**Photoionisation of the $3d_{3/2}$ subshell of Ni$^{3+}$ against hydrogenic models**

The table holds the cross section and dipole asymmetry parameter $\beta$ from 69 to 80000 eV, from a Dirac-Hartree-Slater independent-particle calculation with all multipoles in the cross section and the open shell averaged over $j$. The program evaluates the exact nonrelativistic dipole cross section and $\beta$ of a hydrogenic $3d$ electron and compares three forms: charge matched to the threshold, $Z=28$ with a fitted scale (with and without a factor $\exp(bE/mc^2)$), and a single power law. The $Z=28$ model meets the rows from 2930 to 12300 eV to 1.5 % rms, but the table exceeds it by 58.5 % at 80000 eV; the added factor brings all eleven keV rows to 2.7 % rms, with $b$ changing from 3 to 4 when $Z$ is lowered to 26. The threshold-matched model is too low by a factor of 8 at 80 eV and misses the flat start of the curve. The output also lists local slopes, the integrated oscillator strength and the rows where $\beta$ needs $p$–$f$ interference.

Photoionisation of the M4 subshell of Ni3+ ([Ar] 3d7), calculated with Radial Dirac-Fock and Kohn-Sham solver 2 in the independent-particle approximation. Bound and continuum orbitals come from the initial-state Dirac-Hartree-Slater potential with a Latter tail, the threshold from Dirac-Fock Delta-SCF. Cross sections include all multipoles (length form), beta the dipole term alone.

## The fit in Python

```python
# Table: photoionisation cross section (kb) and dipole beta of the 3d3/2 (M4) subshell of Ni3+ against
# photon energy; radial Dirac-Hartree-Slater solver, all multipoles. Tested: hydrogenic dipole 3d model.
T = {
    'photon_energies': [69.0, 80.0, 120.0, 200.0, 800.0, 2930, 3660, 4000, 6000, 7700, 12300, 21000, 30000, 59320, 72700, 80000],  # eV
    'cross_section': [3091, 3037, 2209, 851.0, 18.33, 0.1751, 0.07206, 0.04983, 0.009485, 0.003369, 0.0004315, 4.05e-05, 8.205e-06, 3.524e-07, 1.439e-07, 9.475e-08],  # kb
    'beta': [0.187, 0.343, 0.736, 1.058, 1.162, 0.693, 0.612, 0.582, 0.446, 0.379, None, None, None, None, None, None],
}
import numpy as np
from math import factorial
from scipy.constants import alpha, physical_constants as pc
from scipy.special import loggamma, gammaln
Ha = pc['Hartree energy in eV'][0]; a2 = pc['Bohr radius'][0]**2/1e-25  # kb
mc2 = pc['electron mass energy equivalent in MeV'][0]*1e6
thr = 55.288  # eV, threshold printed by the same run
E = np.array(T['photon_energies'], float); S = np.array(T['cross_section'], float); B = T['beta']
def R(l, k):  # hydrogen 3d -> continuum l radial dipole integral, per hartree, and Coulomb phase
    eta = -1/k; a = l+1-1j*eta; b = l+6; c = 2*l+2; lam = 1/3+1j*k; z = 2j*k/lam
    term = 1+0*z; poly = term
    for m in range(b-c):
        term = term*(c-a+m)*(c-b+m)/((c+m)*(m+1))*z; poly = poly+term
    lg = loggamma(l+1+1j*eta)
    C = np.exp(l*np.log(2)-np.pi*eta/2+lg.real-gammaln(c))
    I = C*k**(l+1)*factorial(b-1)*lam**(-b)*(1-z)**(c-a-b)*poly
    return np.sqrt((2/3)**7/720*2/(np.pi*k))*I.real, lg.imag
def H(w, Z):  # cross section per electron (kb) and beta at photon energy w (eV)
    x = w/Ha/Z**2; k = np.sqrt(2*x-1/9); (p, dp), (f, df) = R(1, k), R(3, k)
    D = 2*p*p+3*f*f
    return 4*np.pi**2*alpha*a2/3*x*D/5/Z**2, (2*p*p+12*f*f-36*p*f*np.cos(df-dp))/(5*D)
slope = lambda x, y: np.diff(np.log(y))/np.diff(np.log(x))
fm = lambda v, i=0: '-' if v is None or i < 0 else f'{v:.3f}'
rms = lambda r: 100*np.sqrt(np.mean(np.square(r)))
s = slope(E, S); Zs = np.sqrt(18*thr/Ha); hs, bs = H(E, Zs); sz = slope(E, hs)
print(f'largest rounding of sigma {100*max(0.5*10**(np.floor(np.log10(S))-3)/S):.3f} %; first row {E[0]-thr:.1f} eV above threshold; 69 to 80 eV change {100*(S[1]/S[0]-1):.1f} %')
print(f'A: hydrogenic charge matched to threshold Z* = {Zs:.2f}, 2.8 electrons assumed, nothing fitted')
print('E/eV | slope from previous row: table, A | table/A | beta: table, A')
for i in range(len(E)):
    print(f'{E[i]:.0f} | {fm(s[i-1], i-1)} {fm(sz[i-1], i-1)} | {S[i]/(2.8*hs[i]):.3g} | {fm(B[i])} {bs[i]:.3f}')
edge = 28**2/18*Ha; hi = np.where(E > edge)[0]; e = E[hi]; y = S[hi]; u = e/mc2; dip = u < 0.025
h, bh = H(e, 28); lr = np.log(y/h); N = np.exp(lr[dip].mean()); r1 = y/(N*h)-1
b, a = np.polyfit(u, lr, 1); r2 = y/(h*np.exp(a+b*u))-1
n, c0 = np.polyfit(np.log(e), np.log(y), 1); rp = y/np.exp(c0+n*np.log(e))-1; sh = slope(e, h)
print(f'C1: Coulomb Z = 28 (own edge {edge:.0f} eV, lower rows outside it), scale fitted to {e[dip][-1]:.0f} eV: {N:.3f}, per electron {N/2.8:.3f} if 2.8 electrons')
print(f'C2: C1 times exp(b E/mc2), all {len(e)} rows: scale {np.exp(a):.3f}, b = {b:.2f}; P: power law, exponent {n:.3f}')
print('E/eV | E/mc2 | C1 slope from previous | residual %: P, C1, C2 | C1 beta, table minus C1')
for j, i in enumerate(hi):
    d = None if B[i] is None else B[i]-bh[j]
    print(f'{e[j]:.0f} | {u[j]:.3f} | {fm(sh[j-1], j-1)} | {100*rp[j]:+.1f} {100*r1[j]:+.1f} {100*r2[j]:+.1f} | {bh[j]:.3f} {fm(d)}')
print(f'rms %: P {rms(rp):.1f}; C1 fitted rows {rms(r1[dip]):.1f}, other rows {rms(r1[~dip]):.1f}; C2 {rms(r2):.1f}')
print(f'worst rows: P {e[np.argmax(abs(rp))]:.0f} eV, C1 {e[np.argmax(abs(r1))]:.0f} eV, C2 {e[np.argmax(abs(r2))]:.0f} eV')
h6 = H(e, 26)[0]; b6, a6 = np.polyfit(u, np.log(y/h6), 1)
print(f'C2 with Z = 26: scale {np.exp(a6):.3f}, b = {b6:.2f}, rms {rms(y/(h6*np.exp(a6+b6*u))-1):.1f} %')
k = int(np.argmin(s))
print(f'steepest table slope {s[k]:.2f} at {E[k]:.0f}-{E[k+1]:.0f} eV; last interval table {s[-1]:.2f}, C1 {sh[-1]:.2f}; d-shell limit -5.5')
seg = (S[1:]*E[1:]-S[:-1]*E[:-1])/(s+1)/(2*np.pi**2*alpha*a2*Ha)
print(f'oscillator strength 69-80000 eV (log-log interpolation) {seg.sum():.2f}, of it {100*seg[:3].sum()/seg.sum():.0f} % below 200 eV')
print(f'd to f partial sum rule: {1.4*2.8:.2f} for 2.8 electrons, {1.4*4:.2f} for 4 electrons')
out = [f'{E[i]:.0f}' for i in range(len(E)) if B[i] is not None and not 0.2 <= B[i] <= 0.8]
print('beta outside 0.2-0.8 (needs p-f interference) at eV: '+', '.join(out)+f'; C1 beta at 1e7 eV {H(np.array([1e7]), 28)[1][0]:.2f}, limit 0.2')
assert np.all(s < 0) and np.all(s > -5.5)
assert k < len(s)-1 and s[-1] > sh[-1]
assert b > 0 and r1[-1] > 0.2
assert max(v for v in B if v is not None) > 0.8
```

Output:

```
largest rounding of sigma 0.035 %; first row 13.7 eV above threshold; 69 to 80 eV change -1.7 %
A: hydrogenic charge matched to threshold Z* = 6.05, 2.8 electrons assumed, nothing fitted
E/eV | slope from previous row: table, A | table/A | beta: table, A
69 | - - | 4.83 | 0.187 1.082
80 | -0.119 -3.569 | 8.05 | 0.343 1.016
120 | -0.785 -3.695 | 26.2 | 0.736 0.841
200 | -1.867 -3.903 | 74 | 1.058 0.648
800 | -2.768 -4.304 | 622 | 1.162 0.338
2930 | -3.583 -4.771 | 2.91e+03 | 0.693 0.240
3660 | -3.991 -4.974 | 3.62e+03 | 0.612 0.232
4000 | -4.153 -5.008 | 3.91e+03 | 0.582 0.229
6000 | -4.091 -5.058 | 5.79e+03 | 0.446 0.220
7700 | -4.149 -5.118 | 7.37e+03 | 0.379 0.215
12300 | -4.388 -5.175 | 1.07e+04 | - 0.210
21000 | -4.423 -5.242 | 1.65e+04 | - 0.206
30000 | -4.476 -5.291 | 2.21e+04 | - 0.204
59320 | -4.617 -5.336 | 3.6e+04 | - 0.202
72700 | -4.403 -5.368 | 4.39e+04 | - 0.202
80000 | -4.367 -5.377 | 4.83e+04 | - 0.201
C1: Coulomb Z = 28 (own edge 1185 eV, lower rows outside it), scale fitted to 12300 eV: 0.199, per electron 0.071 if 2.8 electrons
C2: C1 times exp(b E/mc2), all 11 rows: scale 0.191, b = 3.04; P: power law, exponent -4.389
E/eV | E/mc2 | C1 slope from previous | residual %: P, C1, C2 | C1 beta, table minus C1
2930 | 0.006 | - | -14.9 +2.9 +5.4 | 0.788 -0.095
3660 | 0.007 | -3.896 | -7.1 +0.8 +2.7 | 0.704 -0.092
4000 | 0.008 | -3.966 | -5.1 -0.9 +0.8 | 0.672 -0.090
6000 | 0.012 | -4.074 | +7.1 -1.6 -1.0 | 0.545 -0.099
7700 | 0.015 | -4.214 | +13.7 +0.1 -0.4 | 0.481 -0.102
12300 | 0.024 | -4.359 | +13.8 -1.3 -4.4 | 0.387 -
21000 | 0.041 | -4.547 | +11.7 +5.5 -3.0 | 0.314 -
30000 | 0.059 | -4.696 | +8.3 +14.1 -0.6 | 0.281 -
59320 | 0.116 | -4.846 | -7.3 +33.4 -2.4 | 0.242 -
72700 | 0.142 | -4.958 | -7.5 +49.3 +0.9 | 0.235 -
80000 | 0.157 | -4.992 | -7.3 +58.5 +2.5 | 0.231 -
rms %: P 10.0; C1 fitted rows 1.5, other rows 37.9; C2 2.7
worst rows: P 2930 eV, C1 80000 eV, C2 2930 eV
C2 with Z = 26: scale 0.303, b = 4.04, rms 1.4 %
steepest table slope -4.62 at 30000-59320 eV; last interval table -4.37, C1 -4.99; d-shell limit -5.5
oscillator strength 69-80000 eV (log-log interpolation) 3.09, of it 72 % below 200 eV
d to f partial sum rule: 3.92 for 2.8 electrons, 5.60 for 4 electrons
beta outside 0.2-0.8 (needs p-f interference) at eV: 69, 200, 800; C1 beta at 1e7 eV 0.20, limit 0.2
```
